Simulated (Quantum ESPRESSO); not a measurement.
# Energy and stiffness of the spin moment in CuAu-type FeNi from fixed-moment PBEsol calculations

A ferromagnet settles at one moment although both a smaller and a larger one are open to it; what holds it there, and how firmly? For CuAu-type FeNi the question has practical weight, since this ordered alloy is a candidate for permanent magnets without rare earths. The size of the moment limits the strength of such a magnet; its resistance to reversal is a separate matter of magnetic anisotropy. Here the total spin moment of the two-atom cell is held at set values in PBEsol, with atoms and cell fixed. The energy is counted per cell from the run whose moment is left free, so a positive value is the cost of forcing the moment away from 3.36 μB. The holding field is the slope of that energy, and the change of the field with moment is the stiffness.

## Calculations

One system, FeNi (CuAu-type, P4/mmm), 2 atom(s) a primitive cell, from measured cells of the Crystallography Open Database. Quantum ESPRESSO 7.5, plane waves with GBRV 1.5 PBEsol pseudopotentials, cutoff 544 eV, Fermi-Dirac smearing of 0.1 eV, k meshes whose coarsest spacing along a reciprocal vector is 0.25 1/Å over all runs (2π included). Functional: PBEsol, no Hubbard U; collinear spins, no spin-orbit coupling. Atoms and cell are fixed. The total spin moment is held at set values by separate Fermi energies for the two spins, starting from parallel moments on Fe, Ni; one run leaves it free. Runs that did not converge or carry a known fault are not listed.

Notes on method and selection:

- Only states reached from a parallel start are followed; an antiferromagnetic order, which may lie lower, is outside this curve.
- Site moments count the spin inside each program's own atomic sphere, so they depend somewhat on its radius and leave out the spin between the spheres.
- Quantum ESPRESSO sets the radius of an element's spheres to about 0.41 of its shortest distance to a neighbour.
- Landau's expansion E = E0 + a M^2 + b M^4 is a quadratic in the squared moment.
- The variable on the horizontal axis was chosen because the fit in it was close; otherwise the moment or the wavevector itself is used without a fit.
- A measured moment is set beside the table only where the run ends ferromagnetic and the measured order is ferromagnetic too.
- Runs that did not converge, have known faults or may not be shown are not listed, and runs on Ansatz's PAW sets soft_1 and soft_2 are kept to separate tables.

Columns:

- squared moment (μB² (cell moment)): square of that moment.
- total moment (μB per cell): total spin moment of the cell, held fixed (free in one row).
- site moment (μB): largest site spin moment.
- holding field (meV per μB): half the difference of the up and down Fermi energies that hold the moment, equal to dE/dM.
- absolute moment (μB per cell): integral of the absolute spin density over the cell.
- energy (meV per cell): free energy less that of the run with the moment left free.

## Table of results

| member | squared moment (μB² (cell moment)) | total moment (μB per cell) | site moment (μB) | holding field (meV per μB) | absolute moment (μB per cell) | energy (meV per cell) | remark |
| --- | --- | --- | --- | --- | --- | --- | --- |
| 0.00 muB | 0.000 | 0.00 | 0.00 | 0 | 0.00 | 638.7 |  |
| 0.76 muB | 0.578 | 0.76 | 1.07 | −167 | 1.41 | 560.6 |  |
| 1.52 muB | 2.310 | 1.52 | 1.68 | −235 | 1.89 | 405.7 |  |
| 2.28 muB | 5.198 | 2.28 | 2.12 | −263 | 2.56 | ? |  |
| 3.04 muB | 9.248 | 3.04 | 2.55 | −176 | 3.35 | 34.1 |  |
| free | 11.296 | 3.36 | 2.73 | 0 | 3.64 | 0.0 | moment left free |
| 3.80 muB | 14.448 | 3.80 | 2.91 | 414 | 3.98 | 96.5 |  |
| 4.56 muB | 20.803 | 4.56 | 3.25 | 1097 | 4.57 | 651.4 |  |

Cells marked ? are withheld until the estimate has been made.

Least-squares fits to the members shown, with x = squared moment (μB² (cell moment)); R² and errors in the fitted variable (y, or ln y where the fit is in ln y):

| y | members | fit | R² | rms residual | leave-one-out rms | the same for the mean of the others |
| --- | --- | --- | --- | --- | --- | --- |
| energy (meV per cell) | 7 | y = 640.85 − 121.76 x + 5.8655 x² | 1.00 | 12 | 36 | 314 |

## The trend and its physics

Among the rows shown, the energy falls from 638.7 meV per cell without a moment to zero at the free moment, then rises to 651.4 meV at 4.56 μB. Adding 4.56 − 3.36 = 1.20 μB to the free moment thus costs about as much as removing all 3.36 μB.

Two terms compete. Exchange lowers the energy as spins align, while moving electrons from minority to majority states costs band energy. Below the free moment exchange wins and the holding field is negative. Above it, band theory expects the majority d states to be nearly full, so that further majority electrons must enter broad, high-lying states with few levels per unit energy. The field accordingly climbs to 1097 meV per μB at 4.56 μB.

Across the free moment the stiffness is (414 + 176) / (3.80 − 3.04) = 776 meV per μB². It is uneven: 176 / (3.36 − 3.04) = 550 on the low side and 414 / (3.80 − 3.36) = 941 on the high side. An applied field of one tesla, worth roughly 0.058 meV per μB, would change the moment by only about 0.058 / 776 = 0.00007 μB.

The low-moment part is not a uniform shrinking of both atomic moments. At 0.76 and 1.52 μB the nickel moment points against that of iron; in both rows the largest site moment, 1.07 and 1.68 μB respectively, exceeds the moment of the whole cell. The zero-moment run has no local moments at all.

Landau's form, quadratic in the squared moment, reproduces the broad shape, with a leave-one-out error of 36 meV against 314 meV for the mean of the others. It is less good for the stiffness, giving 12 × 5.8655 × 11.296 − 2 × 121.76 = 552 meV per μB² at the free moment.

These figures hold at fixed volume. The cell tends to contract most at small moments, so relaxation would lower those states most and make the well shallower on its low-moment side.

## Blind estimate

Plain estimates from the members shown:

- 2.28 muB, fit at x = 5.198: 166.4 meV per cell
- 2.28 muB, straight-line interpolation between 1.52 muB and 3.04 muB: w = (5.198 − 2.310) / (9.248 − 2.310) = 0.416, so 405.7 + 0.416 × (34.1 − 405.7) = 251.0 meV per cell

The Landau fit gives 166.4 meV at 2.28 μB, but it lies below both neighbouring rows, by about 15 meV at 1.52 μB and 18 meV at 3.04 μB. The straight line in squared moment ignores the curvature. The holding fields supply that curvature directly.

For a point midway between two rows a distance h apart, the cubic that matches both energies and both slopes gives E = (E₁ + E₂) / 2 + h (F₁ − F₂) / 8, where F is the holding field. With h = 1.52 μB this is (405.7 + 34.1) / 2 + 1.52 × (−235 + 176) / 8 = 208.7 meV per cell.

The nickel moment reverses between 1.52 and 2.28 μB, which might have spoiled a smooth interpolation. The field at 2.28 μB itself allows a check: Simpson's rule over the three fields gives a fall of 0.76 / 3 × (235 + 4 × 263 + 176) = 370.6 meV, against 405.7 − 34.1 = 371.6 meV from the energies. No sizeable jump is visible.

The same formula can be tried on two shown members. It gives (638.7 + 405.7) / 2 + 1.52 × (0 + 235) / 8 = 566.9 meV at 0.76 μB, where the run gives 560.6, and (34.1 + 651.4) / 2 + 1.52 × (−176 − 1097) / 8 = 100.9 meV at 3.80 μB, where the run gives 96.5. The root mean square of these misses is about 5 meV, which is taken as the error. Two misses are too few to justify a shift.

**Committed estimate, 2.28 muB: energy = 209 ± 5 meV per cell.**

## The withheld result

| member | squared moment (μB² (cell moment)) | total moment (μB per cell) | site moment (μB) | holding field (meV per μB) | absolute moment (μB per cell) | energy (meV per cell) |
| --- | --- | --- | --- | --- | --- | --- |
| 2.28 muB | 5.198 | 2.28 | 2.12 | −263 | 2.56 | 213.3 |

| member | estimate | energy (meV per cell) | computed | estimate − computed | miss in error bars |
| --- | --- | --- | --- | --- | --- |
| 2.28 muB | committed | 209.0 | 213.3 | −4.3 | 0.9 |
| 2.28 muB | fit | 166.4 | 213.3 | −46.9 |  |
| 2.28 muB | interpolation | 251.0 | 213.3 | +37.7 |  |

The estimate of 209 ± 5 meV per cell lies 4.3 meV below the computed 213.3, inside its error bar. The Landau fit was 46.9 meV too low and the straight line in squared moment 37.7 meV too high.

The argument that held was that the holding fields carry the curvature which the energies alone leave uncertain. The decision against a shift was also sound: the formula had come out too high in both trials, and here it came out too low. The reversal of the nickel moment between 1.52 and 2.28 μB left no jump larger than a few meV.

The holding fields show where the moment becomes stiff. From 1.52 to 2.28 μB the field still grows more negative, by (−263 + 235) / 0.76 = −37 meV per μB². From there to 3.04 μB it turns back at (−176 + 263) / 0.76 = 114 meV per μB², still far below the average of 776 between 3.04 and 3.80 μB. Above the free moment the field rises mainly because the majority Fermi energy climbs, as expected once the majority d states are nearly full.

## Departures from the trend

Least-squares fits to the whole series, with x = squared moment (μB² (cell moment)); R² and errors in the fitted variable (y, or ln y where the fit is in ln y):

| y | members | fit | R² | rms residual | leave-one-out rms | the same for the mean of the others |
| --- | --- | --- | --- | --- | --- | --- |
| energy (meV per cell) | 8 | y = 645.3 − 120.3 x + 5.771 x² | 0.99 | 18 | 54 | 292 |

Largest departures from the fit to the whole series:

| member | energy (meV per cell) | fit | computed − fit | in rms residuals |
| --- | --- | --- | --- | --- |
| 2.28 muB | 213.3 | 175.9 | +37.4 | 2.0 |
| free | 0.0 | 22.8 | −22.8 | 1.2 |
| 0.76 muB | 560.6 | 577.7 | −17.1 | 0.9 |
| 3.80 muB | 96.5 | 111.9 | −15.4 | 0.8 |

The row at 2.28 μB departs most from the Landau fit, by +37.4 meV or 2.0 rms residuals. The fault lies with the fit, since the neighbouring energies and fields reproduce this row to 4.3 meV.

Two coefficients cannot follow a field that changes little between 1.52 and 2.28 μB and then rises steeply. The fitted curve descends too early and has its minimum at a squared moment of 120.3 / (2 × 5.771) = 10.4 μB², against 11.3 for the free run. The early descent leaves 2.28 μB above the curve, and the early rise leaves 3.80 μB 15.4 meV below it. The fitted well is also too shallow, with its lowest point at 645.3 − 120.3² / (4 × 5.771) = 18 meV, which accounts for most of the 22.8 meV by which the free run lies below the curve.

The row at 0.76 μB lies 17.1 meV below the fit. A possible reason is its ferrimagnetic arrangement: with nickel antiparallel, iron keeps a larger moment than the cell total suggests and so gains more exchange energy. The sign fits, but the row at 1.52 μB, where nickel is also antiparallel, lies slightly above the fit, and a compromise in the fitted coefficients could produce a departure of this size as well.

## Conclusions and limits

At 0.76, 2.28 and 3.80 μB, the energies and holding fields of two rows 1.52 μB apart gave the energy midway between them to within about 6 meV. The Landau fit, with a leave-one-out error of 54 meV, serves only for the overall shape.

For small changes about the free moment, the energy cost is half the stiffness there times the squared change. The 776 meV per μB² is an average over 0.76 μB and is too low for this purpose. A cubic through the energies and fields of the free run and one neighbour gives the stiffness at the free moment itself. The neighbours lie 3.36 − 3.04 = 0.32 μB below and 3.80 − 3.36 = 0.44 μB above. From the low side the result is (6 × 34.1 − 2 × 0.32 × 176) / (0.32 × 0.32) = 898 meV per μB², from the high side (6 × 96.5 − 2 × 0.44 × 414) / (0.44 × 0.44) = 1109 meV per μB². The gap between the two shows how loosely these rows fix the value. A reduction of 0.1 μB then costs about 0.5 × 898 × 0.1 × 0.1 = 4.5 meV per cell and an increase about 0.5 × 1109 × 0.1 × 0.1 = 5.5 meV; the cubic's next term makes both slightly smaller.

In discussing the trend I used the average for the response to one tesla, which made the moment look too soft. The two values above give 0.058 / 898 = 0.00006 μB and 0.058 / 1109 = 0.00005 μB.

The energies are free energies at a smearing of 0.1 eV, and this matters for the depth of the well. The electronic entropy is smallest in the free run and largest without a moment, so the smearing favours the low-moment states. Without it the well would be deeper, by a minor part of its depth but by far more than the 6 meV above. That figure is the error of interpolating along this curve, not the error of the curve itself. The stiffness, too, belongs to this smearing.

Of the effects left out, the largest is probably relaxation of the volume, which works the other way: it would lower the low-moment states relative to the free one by a sizeable part of the well depth. Spin-orbit coupling, essential for the magnetic anisotropy, should matter far less for this curve.
